**Question**

I have these PBEsol levels of copper at six points of the Brillouin zone, and I can't find one band that I can follow through the rows.

Levels of fcc Cu from Ansatz 0.2.0: PBEsol, frozen-core PAW, scalar-relativistic, no spin polarisation, 420 eV cutoff, 17 × 17 × 17 k-point mesh, Fermi-Dirac smearing of 0.05 eV. The one-atom cell is from the Materials Project (cubic edge 3.577 Å), not relaxed. Energies are from the Fermi energy; at each k point, bands count down (-1, -2, ...) and up (+1, +2) from it.

```csv
k-point,k in reciprocal vectors,band -4 (eV),band -3 (eV),band -2 (eV),band -1 (eV),band +1 (eV),band +2 (eV)
GAMMA,0 0 0,-3.18,-3.18,-2.29,-2.29,22.77,25.50
X,0.5 0 0.5,-4.66,-1.71,-1.54,-1.54,1.31,7.24
U,0.625 0.25 0.625,-4.30,-2.92,-2.15,-1.75,4.28,5.73
K,0.375 0.375 0.75,-4.30,-2.92,-2.15,-1.75,4.28,5.73
L,0.5 0.5 0.5,-3.21,-1.69,-1.69,-1.25,3.82,21.24
W,0.5 0.25 0.75,-3.73,-3.73,-2.34,-1.54,6.20,6.20
```

1. Why does band +1 jump from 1.31 eV at X to 22.77 eV at GAMMA?
2. Every row has a wide space between filled and empty levels. Why is copper still a metal?
3. How close are the broad-band levels to free electrons?
4. Why do the d levels stay so close together, and why do X and W have the same top level?
5. Where do these two pictures break down?
6. What would change with a shorter cell edge, or with nickel in place of copper?
7. Which digits can I trust?

**Answer**

### 1. The jump

The columns count from the Fermi energy at each point, so one column can hold different bands. Copper has eleven valence electrons, enough for five and a half bands on average. At GAMMA and L six valence bands are filled; at X, U, K and W only five are. Band +1 is therefore the seventh valence band at GAMMA but the sixth at X. That is only part of the jump. The seventh band lies at 7.24 eV at X, as band +2, and, counted by energy, it does rise from there to 22.77 eV at GAMMA; section 3 explains why that level lies so high. Its two ends are expected to be different waves, which cross on the way. U and K are equivalent points, so their identical rows are one result.

### 2. The metal

Follow the sixth band instead of a column. At GAMMA it is a filled d level at -2.29 eV, and at X it is an empty level at 1.31 eV. A band is continuous in k, so it must cross the Fermi energy on the way. The six rows do leave the range from -1.25 to 1.31 eV empty, but six points are not the whole zone. A band gap would need a range that stays empty at every k point, and the sixth band runs through this one between GAMMA and X.

### 3. The broad band

The broad band comes from s and p orbitals that overlap strongly, and its electrons move almost as plane waves. Its bottom lies at GAMMA, at -9.76 eV, below the columns shown. From there a free electron would follow

$$E = E_0 + \frac{\hbar^2k^2}{2m},\qquad \frac{\hbar^2}{2m}=3.81\ \mathrm{eV\,Å^2}.$$

At X, $k=2\pi/a$ with $a=3.577$ Å, which adds about 11.8 eV and gives 2.0 eV. The calculation has 1.31 eV. At GAMMA the wave with $k=0$ is the band bottom itself. The next waves there carry the shortest reciprocal lattice vectors, with three times the $k^2$ of X, which is why band +1 lies so high. In every row the lowest nearly free level above the band bottom, called sp in the output, rises by the free-electron amount to within a tenth, with no constant adjusted. This holds for the lowest level only, because the lattice splits each group of equal free waves. At GAMMA eight waves share the free value of 25.51 eV; the lowest level made from them lies 2.7 eV below it, while band +2 at 25.50 eV lies on it. At X and L the upper levels miss by much more.

At L and X the lattice combines two plane waves of equal energy into an odd and an even standing wave. Simple Bragg reflection would move them equally far down and up from the free value. Here the odd one lies less than 1 eV below it and the even one about 5 eV above. Symmetry offers a reason: at these points the even wave can mix with d orbitals, which lie lower and push it up, while the odd wave cannot. Aluminium, with the same lattice but no filled d shell near these energies, has much smaller splittings.

### 4. The d levels

The d orbitals are compact, so an electron hops only weakly from atom to atom. The energy then depends on whether neighbouring orbitals meet in a bonding or an antibonding way, and k sets their relative signs.

Take X with k along z. The four neighbours in the xy plane carry the same sign as the central atom, and the eight above and below carry the opposite sign. The xy orbital points at the four and bonds with them; its sideways overlap with the other eight is bonding too. This makes the level at -4.66 eV. The yz and zx orbitals point at neighbours of opposite sign, which is antibonding, and they form the top pair at -1.54 eV.

To turn this into numbers, let hopping along the bond, sideways and face to face have the standard ratios -6 : 4 : -1, in units of $w$. Summed over twelve neighbours, the top pair lies at $E_d+19w$ and the lowest level shown at $E_d-31w$, where $E_d$ is the centre. These two levels fix the model: $w=3.12/50\approx0.062$ eV and $E_d\approx-2.73$ eV. The lower d level at GAMMA, not used so far, should lie at $E_d-7w\approx-3.16$ eV; the calculation gives -3.18 eV.

At W one d orbital again points at four neighbours of opposite sign, while its other contributions cancel. Its energy is the same sum as at X, whatever the strengths of hopping between nearest neighbours. The table agrees to the last digit.

### 5. Where the pictures break down

The hopping model leaves out mixing with the broad band. Where symmetry forbids mixing with the lowest sp waves, it misses by at most 0.33 eV. The pair at -3.73 eV at W and the level at -2.92 eV at K are allowed to mix, and both lie about 0.6 eV below the model. That is the direction expected when sp levels above push them down, but the size of the push has not been isolated. The level at -2.34 eV at W may mix too, yet it lies only 0.18 eV below the model.

The worst miss without such mixing is at X, where the model reverses the order of the levels at -1.71 and -1.54 eV. The level at -1.71 eV belongs to an orbital that points along the cube axes, between the nearest neighbours. Other levels of this kind, the upper pair at GAMMA and the level at -2.15 eV at K, also lie below the model, by 0.22 and 0.17 eV. The level at -2.34 eV at W is of this kind too, so its similar miss needs no mixing. A slightly lower centre for these orbitals would fit the direction of all four misses, but other hopping ratios are expected to fit them about as well, and the table does not decide between the two. The output below compares both models with the levels.

### 6. A shorter edge, or nickel

Free-electron energies scale as $a^{-2}$ and d hopping roughly as $a^{-5}$. For an edge 1 % shorter, the sp level at X should rise by about 0.24 eV from the band bottom, and the d spread there should grow by about 0.16 eV. The d levels thus change more in proportion, though less in eV. These are estimates; no second cell was calculated.

Nickel has one electron fewer and its d states reach the Fermi energy. Electrons in its broad band can then scatter into d states, one reason why nickel conducts less well than copper. In copper the highest d levels of this table lie 1.5 eV below the Fermi energy, too deep for that. Nickel is also ferromagnetic, so its table would need a spin-polarised run, with separate levels for the two spins.

### 7. The digits

The second decimal is useful for comparing levels within this calculation, as for equal levels at X and W. The Fermi energy, the common zero of all rows, depends on the k-point mesh and the smearing, which were not varied. The second decimal is not an accuracy against experiment. Functionals of this kind place copper's d levels too shallow, by very roughly half an eV. Spin-orbit coupling is also missing; it would split some equal d levels by 0.1 to 0.2 eV, as much as the 0.17 eV between the two upper d energies at X. The PAW datasets were made for PBE, and their effect on the levels was not tested. The cell was not relaxed with PBEsol either: the run finds it under tension, so the equilibrium edge of this setup would be slightly shorter, and the band widths would grow a little, as estimated in section 6. The Fermi energy would move as well, so the entries of the table would not shift by those same amounts.

Numerical output:

```
Free electrons from the s bottom, energies in eV:
    row  k squared  free electron  computed sp level  computed less free  rise over free rise
  GAMMA          3          25.51              22.77              -2.737               0.9224
      X          1          1.995               1.31             -0.6854               0.9417
      U      1.125          3.465               4.28              0.8151                1.062
      K      1.125          3.465               4.28              0.8151                1.062
      L       0.75        -0.9435              -1.25             -0.3065               0.9652
      W       1.25          4.934                6.2               1.266                1.086
Bottom of the s band at GAMMA, eV: -9.76
Smallest distance band +1 less band -1 in a row, eV: 2.85
Splitting of the two sp levels at L, eV: 5.07
Splitting of the two sp levels at X, eV: 5.93
Upper sp level at L above free value, eV: 4.763
Upper sp level at X above free value, eV: 5.245
d levels by hopping, eV:
    row  top d computed  top d model      miss  second level is band minus  second computed  second model  second miss
  GAMMA           -2.29        -2.07    0.2196                           4            -3.18        -3.162       0.0176
      X           -1.54        -1.54         0                           3            -1.71        -1.384        0.326
      U           -1.75       -1.653   0.09706                           2            -2.15        -1.984       0.1663
      K           -1.75       -1.653   0.09706                           2            -2.15        -1.984       0.1663
      L           -1.69       -1.682  0.008352                           4            -3.21        -3.146      0.06445
      W           -1.54        -1.54         0                           2            -2.34        -2.164        0.176
Hopping unit w, eV: 0.0624
Centre of the d levels in the model, eV: -2.726
Spread of the d levels shown at X, eV: 3.12
Top d level at W less that at X, eV: 0
Largest miss of levels that cannot mix with the lowest sp waves, eV: 0.326
Third level at K, which can mix, computed below model by, eV: 0.6431
Pair at W, which can mix, computed below model by, eV: 0.63
Separation of bands -2 and -3 at X, eV: 0.17
Estimated gain of free energy at X for a 1 percent shorter edge, eV: 0.2387
Estimated gain of d spread at X for a 1 percent shorter edge, eV: 0.1608
```
